Dear colleague,

Your three tables of third-order constants for silica glass, one in Murnaghan's $l,m,n$, one in Landau's $A,B,C$ and one in Brugger's $C_{IJK}$, describe one cubic polynomial in three bases. The conversion is exact, provided all three use the same strain and the same reference state. I derive it below and add the two observables you need for the glass.

## 1. Premises

A material point moves from $\mathbf X$ to $\mathbf x$. The deformation gradient is $F_{ij}=\partial x_i/\partial X_j$, and the displacement is $\mathbf u=\mathbf x-\mathbf X$.

1. The solid is elastic: an energy $W(F)$ per unit reference volume exists. It is the internal energy at fixed entropy (adiabatic constants) or the free energy at fixed temperature (isothermal constants).
2. A rigid rotation $Q$ of the deformed body costs nothing: $W(QF)=W(F)$.
3. The reference state is free of stress, and $W$ has a Taylor expansion about it.
4. The material is isotropic: rotating the undeformed sample first changes nothing, $W(FQ)=W(F)$.

By the polar decomposition $F=RU$, with $R$ a rotation and $U=(F^TF)^{1/2}$, premise 2 gives $W(F)=W(U)$. So $W$ depends only on $F^TF$, that is, on the Lagrangian strain

$$\eta_{ij}=\tfrac12\left(F^TF-1\right)_{ij}=\tfrac12\left(\frac{\partial u_i}{\partial X_j}+\frac{\partial u_j}{\partial X_i}+\frac{\partial u_k}{\partial X_i}\frac{\partial u_k}{\partial X_j}\right).\tag{1}$$

Repeated indices are summed and extension counts positive. Premise 3 removes the linear term, so $W=W_2+W_3+\dots$ with $W_k$ homogeneous of degree $k$ in $\eta$. Under $F\to FQ$ the strain goes to $Q^T\eta Q$, so premise 4 reads $W(Q^T\eta Q)=W(\eta)$. Replacing $\eta$ by $t\eta$ and comparing powers of $t$ shows that each $W_k$ is invariant by itself.

## 2. Why there are three constants

Any symmetric $\eta$ is brought to diagonal form $(e_1,e_2,e_3)$ by a rotation, so $W_3$ is fixed by its values on diagonal strains. Quarter turns about the axes exchange the $e_i$ in pairs, so on diagonal strains $W_3$ is a symmetric cubic polynomial. Every symmetric polynomial is a polynomial in the elementary ones, $I_1=\sum e_i$, $I_2=\sum_{i<j}e_ie_j$, $I_3=e_1e_2e_3$, and these are the invariants

$$I_1=\operatorname{tr}\eta,\qquad I_2=\tfrac12\left[(\operatorname{tr}\eta)^2-\operatorname{tr}\eta^2\right],\qquad I_3=\det\eta .$$

The products of degree two are $I_1^2$ and $I_2$, and those of degree three are $I_1^3$, $I_1I_2$ and $I_3$. They are linearly independent, because $I_1,I_2,I_3$ can be varied independently. An isotropic solid therefore has two second-order and three third-order constants.

Murnaghan's form (1951) uses this basis, with the Lamé constants $\lambda,\mu$:

$$W_2=\frac{\lambda+2\mu}{2}I_1^2-2\mu I_2,\qquad W_3=\frac{l+2m}{3}I_1^3-2m\,I_1I_2+n\,I_3.\tag{2}$$

The form of Landau and Lifshitz uses traces of powers, $p_k=\operatorname{tr}\eta^k$:

$$W_2=\frac{\lambda}{2}p_1^2+\mu\,p_2,\qquad W_3=\frac A3p_3+B\,p_1p_2+\frac C3p_1^3.\tag{3}$$

Equations (2) and (3) are definitions of the symbols.

## 3. Murnaghan to Landau

The definition of $I_2$ gives $p_2=I_1^2-2I_2$, which turns $W_2$ of (3) into $W_2$ of (2). For $p_3$, take the trace of the Cayley–Hamilton identity $\eta^3-I_1\eta^2+I_2\eta-I_3\mathbb 1=0$:

$$p_3=I_1p_2-I_2I_1+3I_3=I_1^3-3I_1I_2+3I_3 .$$

Insert both into (3) and collect:

$$W_3=\left(\frac A3+B+\frac C3\right)I_1^3-(A+2B)\,I_1I_2+A\,I_3 .$$

Since the three products are independent, their coefficients must equal those in (2): $n=A$, $2m=A+2B$, and $l+2m=A+3B+C$. Subtracting the second from the third gives $l=B+C$. Hence

$$l=B+C,\quad m=\frac A2+B,\quad n=A;\qquad A=n,\quad B=m-\frac n2,\quad C=l-m+\frac n2.\tag{4}$$

## 4. Brugger's constants

Brugger's definition (1964) assumes no symmetry. The constants are the Taylor coefficients, with the factorials kept outside:

$$W=\tfrac12C_{ijkl}\eta_{ij}\eta_{kl}+\tfrac16C_{ijklmn}\eta_{ij}\eta_{kl}\eta_{mn}+\dots$$

They are symmetric within each index pair and under exchange of pairs. Contract the pairs as $11,22,33,23,13,12\to1,\dots,6$ and set $C_{IJK}=C_{ijklmn}$ with no numerical factor. In a sum over one pair, each off-diagonal component occurs twice, as $\eta_{23}$ and $\eta_{32}$. The factor two is absorbed in the strain: $\eta_1=\eta_{11}$, $\eta_2=\eta_{22}$, $\eta_3=\eta_{33}$, $\eta_4=2\eta_{23}$, $\eta_5=2\eta_{13}$, $\eta_6=2\eta_{12}$. Then

$$W_3=\tfrac16C_{IJK}\eta_I\eta_J\eta_K,\qquad C_{IJK}=\frac{\partial^3W}{\partial\eta_I\partial\eta_J\partial\eta_K}\bigg|_0 .$$

A monomial $\eta_I^3$ occurs once in the sum, $\eta_I^2\eta_J$ three times, and $\eta_I\eta_J\eta_K$ with distinct indices six times. Its coefficient in $W_3$ is therefore $C_{III}/6$, $C_{IIJ}/2$ or $C_{IJK}$. A table that calls these coefficients themselves the constants differs from Brugger's by just these factors.

In Voigt components the invariants are

$$I_1=\eta_1+\eta_2+\eta_3,$$
$$I_2=\eta_1\eta_2+\eta_2\eta_3+\eta_3\eta_1-\tfrac14(\eta_4^2+\eta_5^2+\eta_6^2),$$
$$I_3=\eta_1\eta_2\eta_3+\tfrac14\eta_4\eta_5\eta_6-\tfrac14(\eta_1\eta_4^2+\eta_2\eta_5^2+\eta_3\eta_6^2).$$

$I_2$ is the sum of the principal $2\times2$ minors. In $I_3$ the term $2\eta_{12}\eta_{23}\eta_{13}$ of the determinant becomes $2\cdot\tfrac18\,\eta_4\eta_5\eta_6$. Now read off each monomial in (2).

- $\eta_1^3$ occurs only in $I_1^3$, once. So $C_{111}/6=(l+2m)/3$.
- $\eta_1^2\eta_2$ occurs three times in $I_1^3$ and once in $I_1I_2$. So $C_{112}/2=(l+2m)-2m=l$.
- $\eta_1\eta_2\eta_3$ occurs six times in $I_1^3$, three times in $I_1I_2$, once in $I_3$. So $C_{123}=2(l+2m)-6m+n$.
- $\eta_1\eta_4^2$ has coefficient $-\tfrac14$ in $I_1I_2$ and $-\tfrac14$ in $I_3$. So $C_{144}/2=m/2-n/4$.
- $\eta_1\eta_5^2$ has coefficient $-\tfrac14$ in $I_1I_2$ and is absent from $I_3$. So $C_{155}/2=m/2$.
- $\eta_4\eta_5\eta_6$ occurs only in $I_3$, with coefficient $\tfrac14$. So $C_{456}=n/4$.

With (4) for the last column:

| Brugger | Murnaghan | Landau |
|---|---|---|
| $C_{111}$ | $2l+4m$ | $2A+6B+2C$ |
| $C_{112}$ | $2l$ | $2B+2C$ |
| $C_{123}$ | $2l-2m+n$ | $2C$ |
| $C_{144}$ | $m-n/2$ | $B$ |
| $C_{155}$ | $m$ | $B+A/2$ |
| $C_{456}$ | $n/4$ | $A/4$ |

Every other monomial either follows by relabelling the axes or is absent. Of the 56 distinct $C_{IJK}$ of a general crystal, 20 can be non-zero: three equal to $C_{111}$, six to $C_{112}$, one $C_{123}$, three equal to $C_{144}$ ($C_{144},C_{255},C_{366}$), six to $C_{155}$ ($C_{155},C_{166},C_{244},C_{266},C_{344},C_{355}$), and one $C_{456}$. The energy has the form

$$W_3=\tfrac16C_{111}\sum_{a}\eta_a^3+\tfrac12C_{112}\sum_{a\ne b}\eta_a^2\eta_b+C_{123}\eta_1\eta_2\eta_3+\tfrac12C_{144}\sum_a\eta_a\eta_{a+3}^2+\tfrac12C_{155}\sum_{a\neq b}\eta_a\eta_{b+3}^2+C_{456}\eta_4\eta_5\eta_6,\tag{5}$$

with $a,b=1,2,3$. With six free constants, (5) is the energy of a cubic crystal of the higher Laue class $m\bar3m$, such as silicon. The same reading of $W_2$ gives $C_{11}=\lambda+2\mu$, $C_{12}=\lambda$, $C_{44}=\mu$. Note also that Landau's constants are single Brugger constants: $A=4C_{456}$, $B=C_{144}$, $C=C_{123}/2$.

## 5. The isotropy conditions

Six constants built from three obey three relations. The first three rows of the table invert to

$$l=\tfrac12C_{112},\qquad m=\tfrac14(C_{111}-C_{112}),\qquad n=C_{123}-2l+2m=\tfrac12(C_{111}-3C_{112}+2C_{123}).\tag{6}$$

Put these into the last three rows. For $C_{144}$, $m-n/2=\tfrac14(C_{111}-C_{112})-\tfrac14(C_{111}-3C_{112}+2C_{123})$, in which $C_{111}$ cancels. The result is

$$C_{144}=\tfrac12(C_{112}-C_{123}),\qquad C_{155}=\tfrac14(C_{111}-C_{112}),\qquad C_{456}=\tfrac18(C_{111}-3C_{112}+2C_{123}).\tag{7}$$

So (7) is necessary for isotropy. It is also sufficient for an energy of the form (5): define $l,m,n$ by (6). The first three rows then hold by construction and the last three by (7), so (5) coincides with (2), which is invariant. Together with $C_{44}=(C_{11}-C_{12})/2$ this makes the solid isotropic through third order.

Each relation also follows from (5) alone by comparing two strains that differ by a rotation, which guards against a lost factor of two.

*Shear with a normal strain.* The state $\eta_3=e$, $\eta_6=g$ has $W_3=\tfrac16C_{111}e^3+\tfrac12C_{144}eg^2$. A turn by $45^\circ$ about axis 3 makes it diagonal, $\eta_1=g/2$, $\eta_2=-g/2$, $\eta_3=e$, with $W_3=\tfrac16C_{111}e^3+\tfrac14(C_{112}-C_{123})eg^2$. Equating gives the first relation.

*Uniaxial strain along $[110]$.* For $\eta_{ij}=e\,N_iN_j$ with a unit vector $\mathbf N$, isotropy demands $W_3=\tfrac16C_{111}e^3$ for every $\mathbf N$. Along $[110]$, $\eta_1=\eta_2=e/2$ and $\eta_6=e$, so $W_3/e^3=\tfrac1{24}C_{111}+\tfrac18C_{112}+\tfrac12C_{155}$. Setting this equal to $\tfrac16C_{111}$ gives the second relation.

*Uniaxial strain along $[111]$.* Here $\eta_{1,2,3}=e/3$ and $\eta_{4,5,6}=2e/3$, so $27W_3/e^3=\tfrac12C_{111}+3C_{112}+C_{123}+6C_{144}+12C_{155}+8C_{456}$. This must equal $\tfrac92C_{111}$. Substituting the first two relations leaves $8C_{456}=C_{111}-3C_{112}+2C_{123}$, the third.

## 6. Two observables

*Hydrostatic pressure.* Let all lengths scale by $s$. Then $\eta=e\mathbb 1$ with $s^2=1+2e$, and $I_1=3e$, $I_2=3e^2$, $I_3=e^3$. In (2) the terms in $m$ are $18m-18m=0$, so

$$W=\tfrac92Ke^2+Ge^3,\qquad K=\lambda+\tfrac23\mu,\qquad G=9l+n .$$

The volume ratio is $v=V/V_0=s^3$, and $ds/de=1/s$ gives $dv/de=3s$. The pressure is

$$P=-\frac{dW}{dv}=-\frac{3Ke+Ge^2}{s}=-3Ke-(G-3K)e^2+\dots$$

The bulk modulus in the strained state is

$$K(e)=-v\frac{dP}{dv}=-\frac{s^2}{3}\frac{dP}{de}=(1+2e)\left[K+\tfrac23(G-3K)e+\dots\right]=K+\tfrac23Ge+O(e^2).$$

To first order $e=-P/3K$, so

$$K'=\frac{dK}{dP}\bigg|_0=-\frac{2(9l+n)}{9K}=-\frac{C_{111}+6C_{112}+2C_{123}}{9K}.\tag{8}$$

The second form follows from the table, where the combination is $18l+2n$. A solid softens under pressure exactly when $9l+n>0$.

*Uniaxial strain*, the geometry of a longitudinal plane wave. Let $F_{11}=1+\varepsilon$ with no lateral motion, so $\eta_1=\varepsilon+\varepsilon^2/2$ and $d\eta_1/d\varepsilon=1+\varepsilon$. The force per unit reference area is

$$\sigma=\frac{dW}{d\varepsilon}=(1+\varepsilon)\left(C_{11}\eta_1+\tfrac12C_{111}\eta_1^2\right)=C_{11}\varepsilon+\tfrac12(3C_{11}+C_{111})\varepsilon^2+\dots$$

Define the nonlinearity parameter by $\sigma=C_{11}\varepsilon(1-\tfrac12\beta\varepsilon)$. Then

$$\beta=-\left(3+\frac{C_{111}}{C_{11}}\right)=-\left(3+\frac{2l+4m}{\lambda+2\mu}\right).\tag{9}$$

The 3 comes from the quadratic part of (1) alone. It shows that third-order constants belong to a strain measure: an expansion in $\varepsilon$ would have $C_{111}+3C_{11}$ where the expansion in $\eta$ has $C_{111}$.

## 7. Range of validity

Relations (4), (6), (7) and the table are algebraic identities between Taylor coefficients. They carry no truncation error, and they hold under four conditions.

First, all sets refer to the Lagrangian strain (1) and to energy per reference volume. Constants defined with Eulerian, logarithmic or linearised strain differ by multiples of $\lambda$ and $\mu$.

Second, the reference state is unstressed. A residual stress adds a linear term to $W$, and this term enters wave speeds beside the constants. An oxide film strained by its silicon substrate has to be referred back to its free state.

Third, the sample is isotropic. An annealed glass is, while a drawn fibre or a textured polycrystal need not be. For a cubic crystal (7) generally fails, and $l,m,n$ are then undefined without an averaging rule.

Fourth, all sets share one thermodynamic condition. Ultrasound under static load gives mixed constants, the isothermal strain derivative of an adiabatic modulus. These differ from purely adiabatic ones by about $\gamma T\,|\partial C/\partial T|$, where $C$ here stands for a second-order modulus, $\gamma=\alpha_VK/\rho c$ is the Grüneisen parameter and $\gamma T$ is the adiabatic temperature change per unit volume strain ($\alpha_V$ volume expansion coefficient, $\rho$ density, $c$ specific heat).

Stability of the reference state requires $K>0$ and $\mu>0$ and puts no condition on the signs of $l,m,n$.

Truncation matters once the constants are used to predict a response. $W_4$ brings four more constants, for $I_1^4$, $I_1^2I_2$, $I_1I_3$ and $I_2^2$. In the hydrostatic case it adds $De^4$ to $W$, hence $-4De^3/3s$ to $P$ and $\tfrac43De^2$ to $K(e)$ at leading order. So (8) is the exact initial slope, but the curvature $K''$ lies beyond $l,m,n$, and only the term linear in $P$ may be trusted.

## 8. Numbers for a model of fused silica

Take as approximate inputs, typical of room-temperature fused silica, $\lambda=15.9$, $\mu=31.3$, $l=+129$, $m=+71$, $n=-44$ GPa. Positive $l$ and $m$ are the peculiarity of this glass, since these constants are typically negative in metals. The conversions give, in GPa:

| $A$ | $B$ | $C$ | $C_{111}$ | $C_{112}$ | $C_{123}$ | $C_{144}$ | $C_{155}$ | $C_{456}$ |
|---|---|---|---|---|---|---|---|---|
| $-44$ | $93$ | $36$ | $542$ | $258$ | $72$ | $93$ | $71$ | $-11$ |

Conditions (7) hold by construction, for instance $(542-774+144)/8=-11$. They test a data set only if more than three combinations were determined independently.

The conversion is exact but amplifies uncertainty where it subtracts. Assume, for illustration, independent uncertainties of 5 per cent on $l,m,n$. Then $C_{123}$ is uncertain by $[(12.9)^2+(7.1)^2+(2.2)^2]^{1/2}=15$ GPa, or 21 per cent. In the other direction, 5 per cent on each of $C_{111},C_{112},C_{123}$ leaves $n$ from (6) uncertain by $\tfrac12[(27.1)^2+(38.7)^2+(7.2)^2]^{1/2}=24$ GPa, more than half its size. It pays to determine $n$ from shear-wave combinations, using $n=2(C_{155}-C_{144})$.

The thermodynamic distinction is small here. With approximate values $\alpha_V=1.7\times10^{-6}$ K$^{-1}$, $\rho=2200$ kg m$^{-3}$, $c=740$ J kg$^{-1}$ K$^{-1}$, $T=300$ K and $K=36.8$ GPa from the Lamé constants, $\gamma=0.038$ and $\gamma T=12$ K. For $|\partial C/\partial T|$ of order $0.02$ GPa K$^{-1}$ the third-order constants shift by about $0.2$ GPa, below the last digit of the table.

For the longitudinal wave, $C_{11}=78.5$ GPa, $C_{111}/C_{11}=6.9$ and the model's $\beta=-9.9$, of which the geometric 3 makes 30 per cent. The tangent modulus $C_{11}(1-\beta\varepsilon)$ rises by 1.0 per cent at a tensile strain of $10^{-3}$: the model stiffens in tension.

Under pressure, $9l+n=1117$ GPa and $9K=330.9$ GPa, so the model's $K'=-2234/330.9=-6.8$. At $P=0.1$ GPa the strain is $e=-9.1\times10^{-4}$, the ratio of cubic to quadratic energy is $|K'e|=0.6$ per cent, and the linear shift of the bulk modulus is $K'P=-0.68$ GPa.

The size of the neglected term can be estimated from typical knowledge of the glass, whose bulk modulus passes through a minimum at roughly 2 to 3 GPa. A parabola with the model's slope and its minimum at $P_{\min}=2.5$ GPa has $K''=-K'/P_{\min}=2.7$ GPa$^{-1}$, and its curvature term is the fraction $P/2P_{\min}$ of the linear one. At 0.1 GPa that is 2 per cent, or $+0.01$ GPa, so the model's bulk modulus falls by about $0.7$ GPa, or 1.8 per cent. At 0.5 GPa the neglected term reaches 10 per cent of the effect. At $P_{\min}$ the linear law gives $-17$ GPa where the parabola gives $-8.4$ GPa, so it overstates the softening about twofold, and fourth-order constants are needed from a few tenths of a GPa upward.